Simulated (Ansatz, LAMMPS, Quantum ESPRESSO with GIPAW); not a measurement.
# GIPAW-PBE 29Si shielding of Q4 tetrahedra in aluminosilicate glass models against the mean bridge angle

The quantity calculated is the isotropic $^{29}$Si shielding $\sigma$ of SiO$_4$ tetrahedra whose four corners are all bridging oxygens, in small models of aluminosilicate glasses. It is counted from the bare nucleus, so a larger $\sigma$ means a more shielded nucleus and a more negative chemical shift. The question is how closely $\sigma$ follows the mean T-O-T angle at the four bridges. The answer matters for glasses used as display covers, seals and substrates: their $^{29}$Si spectra are broad, and turning a line shape into a distribution of angles requires a known slope and a known scatter about it. Aluminium neighbours also move the line, so both influences have to be considered together.

## Systems and settings

Small periodic models: glasses quenched from a melt with a pair potential, then relaxed by DFT; every atom is its own site. Shieldings by GIPAW with PBE in Quantum ESPRESSO with gipaw.x (a patched development version 8.0), plane-wave PAW files from pslibrary 1.0.0 recipes, scalar-relativistic cores, no spin-orbit coupling, no spin; in these runs cutoffs 50 to 70 Ry, k spacing 0.89 Å⁻¹ (2π included) or finer. The macroscopic shape term was treated afterwards and alike for all rows, whichever way its switch stood in a run: any printed term was subtracted, and where a column says so that of a sphere was added from the printed susceptibility. Static atoms. The first shell of a cation holds the anions within 1.2 times its shortest bond (1.3 for large cations, and wider where that leaves a large cation fewer than four or five); that of an anion holds the cations whose shells include it; covalently bonded atoms count in both. In models with hydrogen, protons replaced some cations of the quenched melt before the relaxation. Relaxed geometries were made with Ansatz 0.2.0 (PBE), Ansatz 0.2.0 (PBE-D3(BJ)), at cutoffs of 420 eV, on the k meshes one k point, 2×2×2. k meshes of the tabled runs: one k point, 2×2×2 shifted. The glass models were relaxed with residual pressures up to 5.5 GPa.

Notes on method and selection:

- Shielding and shift run in opposite directions: δ ≈ σ(reference) − σ.
- Static lattice: no motional averaging.
- The response operators are non-relativistic and spin-orbit coupling is absent, so values at or next to heavy atoms are less sure.
- The models hold a few tens of atoms, so the sites sample the real distribution coarsely; shares of coordination are artefacts of the small cells and the quench.
- These shielding methods need a band gap: all members are semiconductors or insulators at this level. The paramagnetic part grows as the gap narrows, and semilocal functionals make gaps too small. Runs that missed the f-sum rule by more than 0.015 electrons for each three atoms, or whose printed susceptibility was strongly positive, were left out.
- The rows are a random draw from the sites of the models, not all sites of a kind, so counts and extremes within one model can't be read from them.
- Some models were sampled at a single k point; in tests on three oxide cells of about 25 atoms that left r.m.s. errors of 5 to 12 ppm on O, 1 to 3.5 ppm on Si and Al and under 1 ppm on B, Li and H shieldings, so smaller differences between sites are not resolved.
- Runs that did not converge, have known faults or may not be shown are not listed, and runs on Ansatz's PAW sets soft_1 and soft_2 are kept to separate tables.

Columns:

- mean bridge angle (°): mean T-O-T angle over the bridging oxygens of the tetrahedron (T = Si, Al, P, B, Ge within 2.0 Å of the oxygen).
- mean bond length (Å): mean distance to the atoms of the first shell.
- span (ppm): span of the shielding tensor, largest minus smallest principal value.
- surroundings: first shell of the site.
- shielding σ (ppm): isotropic 29Si shielding on the absolute scale (bare nucleus at zero; larger means more shielded), with the macroscopic shape term taken out.

## Computed values

| member | mean bridge angle (°) | mean bond length (Å) | span (ppm) | surroundings | shielding σ (ppm) |
| --- | --- | --- | --- | --- | --- |
| Na6Al4Si3O14F2 glass, atom 2 | 127.0 | 1.631 | 74.4 | SiO4, Q4(2Al2Si) | 405.1 |
| Al6Si5H4O21 glass, atom 2 | 131.9 | 1.642 | 99.0 | SiO4, Q4(3Al1Si) | 410.2 |
| Na6Al4Si3O14F2 glass, atom 1 | 132.0 | 1.640 | 51.1 | SiO4, Q4(3Al1Si) | 402.3 |
| Na6Al4Si3O14F2 glass, atom 3 | 139.5 | 1.628 | 48.1 | SiO4, Q4(3Al1Si) | 410.6 |
| Sr2Al2Si3O11 glass, atom 6 | 140.2 | 1.636 | 49.9 | SiO4, Q4(2Al2Si) | ? |
| Na2Al2SiH2O7 glass, atom 2 | 149.7 | 1.629 | 45.6 | SiO4, Q4(3Al1Si) | 414.9 |

Cells marked ? are withheld until the estimate has been made.

Least-squares fits to the members shown, with x = mean bridge angle (°); R² and errors in the fitted variable (y, or ln y where the fit is in ln y):

| y | members | fit | R² | rms residual | leave-one-out rms | the same for the mean of the others |
| --- | --- | --- | --- | --- | --- | --- |
| shielding σ (ppm) | 5 | y = 346.4 + 0.4572 x | 0.67 | 2.6 | 3.4 | 5.5 |

## What drives the series

Shielding rises as the bridges open. From the narrowest mean angle to the widest it gains 414.9 − 405.1 = 9.8 ppm over 149.7 − 127.0 = 22.7°, or 9.8 / 22.7 = 0.43 ppm per degree, close to the fitted slope. The fit predicts left-out sites better than the mean of the others does (3.4 against 5.5 ppm), but it rests on five sites, three of them from one compressed glass. It supports the direction of the trend and only a rough slope.

The usual explanation lies in the oxygen hybrids. For two equivalent hybrids pointing along the bonds, the s fraction is $\rho = \cos\theta/(\cos\theta - 1)$, which grows from about 0.38 at 127.0° to 0.46 at 149.7°. More s character makes the oxygen draw charge more strongly from silicon, and the deshielding paramagnetic part at silicon is expected to shrink. The columns show the rise in $\sigma$ but not this division into parts.

The order is not strictly monotonic. The lowest shielding, 402.3 ppm, belongs to a site at 132.0°, not to the one at 127.0°. The latter has two aluminium neighbours instead of three, and replacing Al by Si in the second shell normally raises the shielding, which is the right sign for this departure.

Angle and aluminium count together are still not sufficient. Two sites with three Al neighbours, at 131.9° and 132.0°, differ by 410.2 − 402.3 = 7.9 ppm, more than the typical k-point error for silicon. The first lies in a hydrogen-bearing glass and has a span of 99.0 ppm, the largest shown, which points to very uneven surroundings that a mean angle conceals. The second lies in the fluorine-bearing glass, which was relaxed in a fixed cell and stayed under compression. The first geometry was also relaxed with a dispersion correction and the second without. Any of these differences may contribute.

## Blind estimate

Plain estimates from the members shown:

- Sr2Al2Si3O11 glass, atom 6, fit at x = 140.2: 410.5 ppm
- Sr2Al2Si3O11 glass, atom 6, straight-line interpolation between Na6Al4Si3O14F2 glass, atom 3 and Na2Al2SiH2O7 glass, atom 2: w = (140.2 − 139.5) / (149.7 − 139.5) = 0.069, so 410.6 + 0.069 × (414.9 − 410.6) = 410.9 ppm

The strontium glass site has two Al neighbours, whereas four of the five shown sites have three. Both plain estimates therefore describe mainly the more aluminous environment and should lie somewhat low. The route chosen starts from the four sites with three Al and adds a shift for the missing aluminium.

Those four sites average (410.2 + 402.3 + 410.6 + 414.9) / 4 = 409.5 ppm at (131.9 + 132.0 + 139.5 + 149.7) / 4 = 138.3°. With the fitted slope, the value at 140.2° is 409.5 + 0.457 × (140.2 − 138.3) = 410.4 ppm.

The shift comes from the fluorine-bearing glass, which contains both kinds of site. Its two sites with three Al average (402.3 + 410.6) / 2 = 406.45 ppm at (132.0 + 139.5) / 2 = 135.75°. Moved to 127.0°, this becomes 406.45 − 0.457 × (135.75 − 127.0) = 402.5 ppm, and the site with two Al lies 405.1 − 402.5 = 2.6 ppm higher. The sign is the expected one, although a shift taken from a single site is uncertain. The sum is 410.4 + 2.6 = 413.0 ppm.

The span of 49.9 ppm and the bond length of 1.636 Å are ordinary for this set and call for no further correction. No shown glass contains strontium, so no shift is derived for it.

Predicting each site with three Al from the other three, with the same slope, gives misses of 4.8, 5.8, 0.7 and 0.2 ppm in size, an r.m.s. of 3.8 ppm. This sets the error at 4 ppm.

**Committed estimate, Sr2Al2Si3O11 glass, atom 6: shielding σ = 413 ± 4 ppm.**

## Result

| member | mean bridge angle (°) | mean bond length (Å) | span (ppm) | surroundings | shielding σ (ppm) |
| --- | --- | --- | --- | --- | --- |
| Sr2Al2Si3O11 glass, atom 6 | 140.2 | 1.636 | 49.9 | SiO4, Q4(2Al2Si) | 418.4 |

| member | estimate | shielding σ (ppm) | computed | estimate − computed | miss in error bars |
| --- | --- | --- | --- | --- | --- |
| Sr2Al2Si3O11 glass, atom 6 | committed | 413.0 | 418.4 | −5.4 | 1.3 |
| Sr2Al2Si3O11 glass, atom 6 | fit | 410.5 | 418.4 | −7.9 |  |
| Sr2Al2Si3O11 glass, atom 6 | interpolation | 410.9 | 418.4 | −7.5 |  |

The computed shielding is 418.4 ppm. The estimate of 413 ± 4 ppm is 5.4 ppm too low and falls outside its error bar, though it comes closer than the fit (7.9 ppm too low) and the interpolation (7.5 ppm too low).

The argument that a site with two Al neighbours should lie above the mainly three-Al trend had the right sign. Its size fell short: the angle alone gave 410.4 ppm, so a shift of 418.4 − 410.4 = 8.0 ppm was needed, against the 2.6 ppm used. That shift rested on a single site in a compressed glass. The usual effect of replacing one Al neighbour by Si is roughly 5 ppm, which would leave a remainder within the scatter between sites. The error bar was also too narrow, because it covered the scatter of the three-Al sites but not the uncertainty of the shift.

The result fits a joint influence of bridge angle and aluminium count, but it does not measure their shares, since the strontium glass also differs in its modifier cation and residual pressure.

## Residuals

Least-squares fits to the whole series, with x = mean bridge angle (°); R² and errors in the fitted variable (y, or ln y where the fit is in ln y):

| y | members | fit | R² | rms residual | leave-one-out rms | the same for the mean of the others |
| --- | --- | --- | --- | --- | --- | --- |
| shielding σ (ppm) | 6 | y = 336.3 + 0.5407 x | 0.54 | 3.7 | 5.5 | 6.5 |

Largest departures from the fit to the whole series:

| member | shielding σ (ppm) | fit | computed − fit | in rms residuals |
| --- | --- | --- | --- | --- |
| Sr2Al2Si3O11 glass, atom 6 | 418.4 | 412.1 | +6.3 | 1.7 |
| Na6Al4Si3O14F2 glass, atom 1 | 402.3 | 407.7 | −5.4 | 1.5 |
| Al6Si5H4O21 glass, atom 2 | 410.2 | 407.6 | +2.6 | 0.7 |
| Na2Al2SiH2O7 glass, atom 2 | 414.9 | 417.2 | −2.3 | 0.6 |

The strontium glass site lies 6.3 ppm above the line through all six sites, or 1.7 rms residuals. Having two Al neighbours instead of three acts in this direction. The other two-Al site, at 127.0°, lies almost on the line, but it belongs to the compressed fluorine-bearing glass, whose two three-Al sites both fall below it. Within that glass the aluminium effect therefore keeps its expected sign.

Atom 1 of the fluorine-bearing glass lies 5.4 ppm below the line, or 1.5 rms residuals. Its three Al neighbours favour a low shielding, yet atom 3 has the same number, shares the same cell and pressure, and lies only about 1 ppm below. Neither aluminium count nor overall compression can thus account for the whole departure. Its bonds are longer than those of atom 3 (1.640 against 1.628 Å), but the hydrogen-bearing glass site at 131.9° has equally long bonds and lies above the line. Uneven individual angles behind the mean, the placing of nearby sodium ions and the single k point are possible contributors.

## Summary

Between 127.0° and 149.7° the more open sites tend to be more shielded, but mean angle alone does not give a dependable rule. The leave-one-out error is 5.5 ppm, against 6.5 ppm for the mean of the others, too small a gain for six sites.

In practice this limits what a shift says about an angle. Two three-Al sites with almost equal mean angles differ by 7.9 ppm. Read through the fitted slope, that difference would pass for 7.9 / 0.5407 = 14.6° of bridge opening. Aluminium count should be known before a line position is interpreted, but as this pair shows, single sites with the same count still scatter by several ppm.

Atomic motion, which the static models omit, usually lowers the shielding by roughly a few ppm at most. That is well below the table's range of 418.4 − 402.3 = 16.1 ppm, and much of it cancels in shifts between similar sites.
